Dear colleague,

For ⟨1/r⟩ and the small-component weight of the Li²⁺ ground state I would differentiate the energy analytically. The problem is solvable, so cost and error can both be counted.

I use atomic units, c = 1/α = 137.036, a point nucleus of infinite mass, and energies E that include mc². With H = cα·p + βmc² − Z/r, any normalised eigenstate obeys dE/dZ = −⟨1/r⟩ and dE/dm = c²⟨β⟩ (Hellmann-Feynman). For 1s the radial functions P (large) and Q (small) satisfy

(c² − Z/r)P − c(d/dr + 1/r)Q = EP,
c(d/dr − 1/r)P − (c² + Z/r)Q = EQ.

Insert P = r^γ exp(−Zr), Q = bP and match the 1/r and constant terms: γ = √(1 − x), x = (Zα)², b = −Zα/(1 + γ), E = c²γ, or mc²γ with the mass restored. Differentiation gives ⟨1/r⟩ = Z/γ and ⟨β⟩ = γ. Since ⟨β⟩ = 1 − 2w, the small-component weight is w = (1 − γ)/2. For Z = 3: x = 4.79262×10⁻⁴, ⟨β⟩ = 0.999760340, ⟨1/r⟩ = 3.000719152 a₀⁻¹, w = 1.19830×10⁻⁴, E − c² = −4.500539 Eh.

For a model solver, give P and Q one normalised real shape φ. Then ⟨φ|d/dr|φ⟩ = 0, and only λ = ⟨φ|1/r|φ⟩ enters the 2×2 matrix, with diagonal ±c² − Zλ and coupling −cλ. Its upper root is E(λ) = −Zλ + c²s, s = √(1 + α²λ²), with ⟨β⟩ = 1/s. Here E′ = λ/s − Z and E″ = 1/s³ > 0. The exact state has this form, so the single minimum, λ = Z/γ, is exact. Every route starts from the nonrelativistic λ₀ = Z. Let η be the relative error in ⟨1/r⟩, and count +, −, ×, ÷, √ as one operation each, with α² and 2h stored.

Route A, sweeps and then Hellmann-Feynman. The update λ ← Zs costs 5 operations. Since λ² ← Z² + xλ² sums a geometric series, λ_k = (Z/γ)√(1 − x^(k+1)) and η ≈ −x^(k+1)/2. A tolerance τ needs k + 1 ≥ ln(1/2τ)/ln(1/x). Reading off λ is free.

Route B, central difference. Solve at Z ± h with k sweeps each, starting from Z ± h, evaluate ε = E − c² = λ²/(1 + s) − Zλ (8 operations), and form −Δε/2h: 10k + 20 operations. The energy is stationary, so its excess is E″(λη)²/2 ≈ Z²x^(2k+2)/8, whose Z-derivative gives η ≈ −(2k + 3)x^(2k+2)/4. The stencil adds α²h²/(2γ⁴), from d³E/dZ³ = −3Zα²/γ⁵, and rounding adds roughly uZ/2h, with u = 2⁻⁵³ = 1.1×10⁻¹⁶ in double precision. These two are least at h ≈ 1.5×10⁻⁴, leaving a floor near 1.7×10⁻¹². Differencing E rather than ε would make the rounding term 4.2×10³ times larger.

Route C, Newton and then Hellmann-Feynman. The step λ ← λ − E′/E″ = Zs³ − α²λ³ costs 8 operations, and η_next ≈ [λE‴/2E″]η² = −(3/2)xη². From η₀ ≈ −x/2 one step gives −3x³/8. The work grows only as the logarithm of ln(1/τ).

route, iterations | operations | η
A, 0 | 0 | −2.40×10⁻⁴
A, 1 | 5 | −1.15×10⁻⁷
C, 1 | 8 | −4.13×10⁻¹¹
A, 2 | 10 | −5.50×10⁻¹¹
A, 3 | 15 | −2.64×10⁻¹⁴
C, 2 | 16 | −1.2×10⁻²⁴, masked by u
A, 4 | 20 | −1.3×10⁻¹⁷, masked by u
B, 0 | 20 | −1.72×10⁻⁷
B, 1 | 30 | about ±1.7×10⁻¹² (floor; iteration part −6.6×10⁻¹⁴)

The cheapest choice for 10⁻³ is the bare starting value, for 10⁻⁶ one sweep, for 10⁻¹⁰ one Newton step, for 10⁻¹³ three sweeps, and for 10⁻¹⁵ two Newton steps. The 10⁻¹³ pick reverses if a root costs more than two operations. The best inside 5 operations is A1, inside 10 C1, inside 15 A3, and inside 20 C2, which ties with A4 at rounding level and costs less. B wins nowhere. A and C also deliver w = (1 − 1/s)/2 from the same λ, with relative error γ(1 + γ)η ≈ 2η, whereas B needs two more solves, in m.

In the model, memory is a few numbers whatever τ is. With N linear parameters a sweep, an energy or an expectation value is one matrix-vector product, 2N² operations, which I call a unit. A costs k + 1 units and B costs 2k + 2, each holding O(N) numbers beyond the operator matrices. A Newton step adds a symmetric factorisation: eliminating with j rows left updates j(j + 1)/2 entries at two operations each, N³/3 in all, or N/6 units, and it stores another N(N + 1)/2 numbers. The matrix is indefinite there, because the general Dirac stationary point is a saddle. So n steps and the final expectation value cost n(1 + N/6) + 1 units. The orders of convergence carry over to N parameters, but the rate x belongs to the model. If I borrow it anyway, A at 2k + 2 units reaches x^(2k+2)/2 and beats B by the factor (2k + 3)/2, and C1 undercuts A2 (3 units) only for N < 6. A slower rate favours Newton. For hydrogen-like tungsten, Z = 74 and x = 0.292, again as a point-nucleus model, 10⁻¹⁰ takes 18 sweeps (90 operations) or 4 Newton steps (32), and the break-even moves to N = 21. Route B keeps one merit: it needs only energies, and it includes the extra term E′dλ/dZ that appears when the trial function follows Z without being stationary.

These digits are the model's, and the real ion departs from them early. The relativistic part of ⟨1/r⟩ is 2.4×10⁻⁴ of the total. Nuclear recoil lowers ⟨1/r⟩ by about m/M = 7.8×10⁻⁵ for a typical lithium nuclear mass of 7.0 u, a third of that part. Radiative terms are of relative order αx = 3.5×10⁻⁶ up to a logarithmic factor, and nuclear size of order (ZR/a₀)² = 1.9×10⁻⁸ for a typical charge radius R = 2.4 fm. One sweep followed by the Hellmann-Feynman reading already leaves an error well below the recoil and radiative terms, so for Li²⁺ that is my choice, and further effort belongs on the recoil.

With best regards